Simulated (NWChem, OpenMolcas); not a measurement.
CH4F2OSi: a line through the functionals

The species is CH4F2OSi (9 atoms), meant as a singlet with charge 0. As SMILES, `C[Si](O)(F)F`. The coordinates come from a PBE0-D4/def2-TZVP relaxation. This is one conformer, not always the lowest.

The HOMO–LUMO gap y, in eV, basis cc-pVDZ; a is the functional's share of exact exchange. Programs: NWChem 7.3.0, OpenMolcas 26.06.

| functional | program | a | y (eV) |
| --- | --- | --- | --- |
| TPSS | OpenMolcas | 0 | 8.54 |
| PBE | NWChem | 0 | 8.16 |
| B3LYP | OpenMolcas | 0.2 | ? |
| PBE0 | OpenMolcas | 0.25 | 11.06 |
| BHLYP | OpenMolcas | 0.5 | 13.46 |

Task: Fit y = c + s·a to the known rows and predict B3LYP.

Result: 
1. Means of the 4 rows: a = 0.1875, y = 10.305.
2. Σ(Δa)² = 0.17188, Σ(Δa·Δy) = 1.7663, so the slope is 1.7663/0.17188 = 10.276.
3. Intercept: 10.305 − (10.276) × 0.1875 = 8.378. The largest residual of the fit is 0.22.
4. B3LYP: 8.378 + (10.276) × 0.2 = 10.43 eV.

The run gave 10.29 eV, so the prediction is off by +0.14 eV, within the largest residual. Exact exchange lowers occupied levels and raises empty ones. The rows mix families of semi-local functionals, which the line can't see.

The gap widens from 8.16 eV with PBE to 13.46 eV with BHLYP, and B3LYP falls in its expected place between the semi-local functionals and PBE0. The near-linear rise reflects how the exchange operator treats the two frontier levels. An occupied orbital, here probably an oxygen lone pair with some fluorine character, gains exchange that cancels its own Coulomb repulsion, whereas an empty orbital has no such self-term to cancel and feels the repulsion of all the electrons. A semi-local potential makes no such distinction.

The slope therefore measures the response of orbital energies to the functional, not a change in Si–O or Si–F bonding. PBE to PBE0, the pair that shares a semi-local parent, rises more steeply than the fitted line, which suggests that the fitted slope isn't purely an exchange effect. For a small saturated silanol the LUMO is also probably an unbound level held in by the compact basis, so these gaps shouldn't be read as optical excitation energies, and diffuse functions would likely narrow them.
